One way to choose a level of theory for the heat of formation of a small fluorinated alkene is to take one compound with a measured value and keep the method that comes closest. For vinyl fluoride this rule would choose B3LYP, which misses the measured atomization energy by 0.5 kJ/mol, and reject RCCSDT(Q), which misses it by 57.1. Yet RCCSDT(Q) treats the motion of the electrons far more completely. Whether the rule deserves trust depends on what each miss is made of.

Ansatz 0.2.0 calculations on vinyl fluoride (C2H3F, neutral singlet) with the wave-function methods and density functionals listed, all in the cc-pVTZ basis at the MP2(full)/6-31G* geometry. The 1s cores of carbon and fluorine are frozen in the MP2 and coupled-cluster levels, and relativity is not included.

| level | computed less measured atomization energy (kJ/mol) | rough wall time (s) |
| --- | --- | --- |
| RHF | -647.7 | 3 |
| RMP2 | -11.0 | n/a |
| RCCSD | -97.3 | n/a |
| RCCSD(T) | -57.7 | n/a |
| BCCD(T) | -56.7 | 2 |
| RCCSDT | -59.6 | n/a |
| RCCSDT(Q) | -57.1 | 50 |
| SPW92 | 384.0 | 1 |
| PBE | 78.2 | 1 |
| BLYP | 10.7 | 1 |
| revPBE | -6.1 | 1 |
| r2SCAN | 12.9 | n/a |
| B97M-V | 7.4 | 1 |
| PBE0 | 13.4 | n/a |
| B3LYP | 0.5 | 1 |
| r2SCANh | -8.1 | 1 |
| r2SCAN0 | -38.1 | 1 |
| BHLYP | -89.4 | 1 |
| CAM-B3LYP | 14.7 | 1 |
| wB97X-V | 2.3 | 1 |
| wB97M-V | 10.8 | n/a |
| HSE06 | 16.2 | 1 |
| B2PLYP | -12.8 | 1 |
| PBE-QIDH | -13.4 | 1 |
| RPA-PBE | -180.5 | 2 |

The atomization energy is the energy needed to take the molecule apart into free atoms. The measured value comes from heats of formation, with zero-point and thermal terms removed. All levels use the same MP2 geometry, and relativity, including spin–orbit coupling in the free atoms, is left out. A negative entry means that the calculation binds the molecule too weakly, a positive one that it binds too strongly. Because the quantity is a difference, an error shared equally by molecule and atoms disappears, and only the unequal part counts.

**Hartree–Fock: new pairs without correlation**

RHF gives only 73 % of the measured atomization energy. It lets each electron feel the average field of the others, so two electrons of opposite spin do not avoid each other from moment to moment. The energy gained by this avoidance is the correlation energy. RHF leaves it out of the molecule and the atoms alike, but the molecule has more of it to lose.

Counting electrons shows why. The free atoms hold eight unpaired electrons: two on each carbon, one on fluorine and one on each of the three hydrogens. Bonding joins them into four new pairs, and the two electrons of a pair share the same region of space. There they gain most from avoiding each other, so a method without correlation makes the bonds look weaker than they are.

**RMP2: a small miss from two larger errors**

RMP2 adds correlation in the simplest way, by second-order perturbation theory, and lands only 11.0 kJ/mol below measurement. It binds the molecule by 46.7 kJ/mol more than RCCSD(T), a much more complete treatment in the same basis. The obvious explanation is that RMP2 exaggerates correlation in the molecule. This can be examined, because the same calculations also give the molecule's correlation energy by itself.

Let $C$ be the size of a correlation energy, taken as positive, and $G$ the amount by which correlation raises the atomization energy above RHF. Then

$$G = C_\mathrm{molecule} - C_\mathrm{atoms}, \qquad C_\mathrm{atoms} = C_\mathrm{molecule} - G .$$

For RCCSD(T) the molecule has 1622 kJ/mol of correlation energy and $G$ is 590, so the free atoms hold 1032. Nearly two thirds of the correlation energy therefore exists before any bond forms. Only the remainder adds to the binding, and in that difference an error in the atoms counts as much as an equally large one in the molecule.

For RMP2 the molecular correlation energy is 110 kJ/mol smaller than for RCCSD(T), not larger, so the obvious explanation fails. The same subtraction shows that RMP2 falls short by even more in the free atoms, by 156 kJ/mol. The atoms are thus left too high in energy by more than the molecule is, and the bonds look stronger. The difference between the two shortfalls equals the extra binding by construction; what the calculation adds is that RMP2 has too little correlation on both sides.

A likely reason for the larger atomic shortfall is the carbon atom. It has an empty $2p$ orbital not far above its filled $2s$ orbital, and the $2s$ pair can correlate strongly by using it. Second-order theory describes such a near-degeneracy poorly, and bonding reduces it by filling the $2p$ space. This is an argument from theory; the atomic share found here also depends on how each method handles open shells.

**Coupled cluster: a ladder that levels off**

RCCSD lets electrons move singly and in pairs and determines these motions together instead of by a single perturbation step. It adds 550.4 kJ/mol to the RHF binding. The perturbative triples of RCCSD(T), in which three electrons move at once, add another 39.6. In the molecule alone this triples term is worth about 60 kJ/mol, so a third of it is already present in the free atoms.

Triples probably help the molecule more because its electrons are more crowded together. A carbon–carbon double bond, a polar bond and three fluorine lone pairs lie close to one another, so the motion of one pair disturbs the next. A free hydrogen atom, with one electron, has no correlation energy at all. Once bonded, its electron joins a pair and takes part in these collective motions.

After RCCSD(T) the ladder is almost flat. Treating triples fully, in RCCSDT, lowers the binding by 1.9 kJ/mol, and the perturbative quadruples of RCCSDT(Q) raise it by 2.5. BCCD(T), which uses orbitals adapted to correlation, also stays within 3 kJ/mol of RCCSD(T). Further excitations therefore offer little prospect of closing a gap of more than 50.

The main cause of the remaining gap is, by well-established theory, the finite basis. Where two electrons meet, the exact wave function has a sharp cusp, and smooth orbital products reproduce it only slowly as functions of higher angular momentum are added. The molecule has more close pairs than the atoms, so it loses more correlation energy and appears too weakly bound. Freezing the core electrons adds a smaller error. With a single basis the table shows the shortfall, about 2.4 % of the measured value, but cannot divide it between these causes.

This changes the meaning of the RMP2 result. Relative to RCCSD(T) it binds too strongly, while the basis makes both bind too weakly, and the two errors nearly cancel. A larger basis should carry RMP2 past the measured value while it brings coupled cluster closer. The small miss belongs to the combination of method and basis, not to the method.

**Density functionals without exact exchange**

SPW92, the local density approximation, makes the opposite error to RHF and overbinds by 384.0 kJ/mol. It treats every small region as part of a uniform electron gas. This describes exchange worst where the density changes quickly, and separate atoms, each with its own decaying edge, have more such regions than the molecule they form. The atoms are therefore placed too high in energy, and taking the molecule apart seems to cost too much.

PBE corrects this by letting the energy depend on the density gradient, which stabilises the atoms more than the molecule. The overbinding falls to 78.2 kJ/mol. revPBE keeps the correlation part of PBE and changes only how strongly exchange responds to large gradients. That one change lowers the binding by another 84.3 kJ/mol, more than the whole PBE error.

The comparison of PBE with revPBE shows how much freedom remains within one class of functional. A stronger response to gradients favours atoms over bonds, and its strength can be set so that the atomization energy comes out nearly right. BLYP, r2SCAN and B97M-V also fall within 13 kJ/mol of measurement, each with a different construction. Similar misses do not mean that these functionals describe the bonds in the same way.

**Exact exchange: a step down from the starting point**

Hybrid functionals replace part of the approximate exchange with exact exchange, calculated from the orbitals as in Hartree–Fock theory. In the three families where parent and hybrid can be compared directly, those of PBE, r2SCAN and BLYP, this weakens the binding. Each ten percentage points of exact exchange cost between 20 and 26 kJ/mol.

The physical reason lies in how the two electrons of a bond share the atoms. When one is on the left, the other tends to be on the right, and this left–right correlation strengthens the bond. Approximate exchange depends only on the surroundings of each point and imitates part of this effect by accident. Exact exchange does not, and the correlation part of an ordinary hybrid does not fully replace what has been lost.

The size of the step can be estimated without any fitting. Going from r2SCAN to r2SCANh introduces 10 % exact exchange and lowers the binding by 21 kJ/mol. For the 25 % in r2SCAN0, a proportional change would be $2.5 \times 21 = 52.5$ kJ/mol, and the calculation gives 51. The agreement is good because the exact-exchange fraction enters the energy linearly and the orbitals adjust only slightly; it does not prove the physical reason given above.

The result of a hybrid therefore depends on where its parent starts. PBE overbinds so much that 25 % exact exchange improves it, leaving PBE0 at 13.4 kJ/mol. r2SCAN starts much closer to measurement, so the same fraction carries r2SCAN0 down to −38.1. BHLYP, with 50 %, ends lower still, and no single fraction suits every parent.

CAM-B3LYP seems to break the pattern. It has more exact exchange at long range than B3LYP, yet binds the molecule by 14.2 kJ/mol more. The two functionals also differ in the rest of their exchange, so this comparison does not isolate the effect of exact exchange. HSE06 gives a cleaner one: it removes the long-range exact exchange of PBE0, and the binding rises slightly, as the argument suggests.

**Correlation from orbitals: double hybrids and RPA**

B2PLYP contains roughly as much exact exchange as BHLYP and is built from the same kinds of approximate exchange and correlation. It also takes part of its correlation from a second-order term like that of RMP2. Its miss is −12.8 kJ/mol, against −89.4 for BHLYP. This fits the picture that correlation calculated from orbitals can restore binding that exact exchange has taken away.

RPA-PBE shows that correlation from orbitals is no guarantee of good binding. It includes exact exchange and sums one class of collective electron motions, but describes electrons at short distance poorly. That error is not equal in atoms and molecule, and the method is known to underbind. Here it lies 123.4 kJ/mol below RCCSDT(Q); its slow convergence with the basis contributes too, by an amount that this comparison cannot separate.

**What closeness to measurement can decide**

Fourteen of the levels come within 20 kJ/mol of the measured value, and none of them is a coupled-cluster method. This is no ranking of the theories. Functionals without a second-order or RPA term usually need a smaller basis than coupled cluster, so their larger misses mainly reflect the functional, while the RCCSDT(Q) miss mainly reflects the basis. The first kind of error stays when the basis grows, whereas the second shrinks. A miss as small as that of B3LYP is a special case, because even the modest basis error of a functional can be as large.

For the choice of method, the direction of improvement matters more than one small miss. B3LYP may serve for closely related molecules, but that needs checking on several of them, because its near-perfect value here can rest on cancellation. The spin–orbit lowering of the free carbon and fluorine atoms, left out here, is by itself larger than that miss. With coupled cluster the next step is clear: RCCSD(T) in larger basis sets, since going to higher excitations changes this atomization energy by less than 3 kJ/mol.
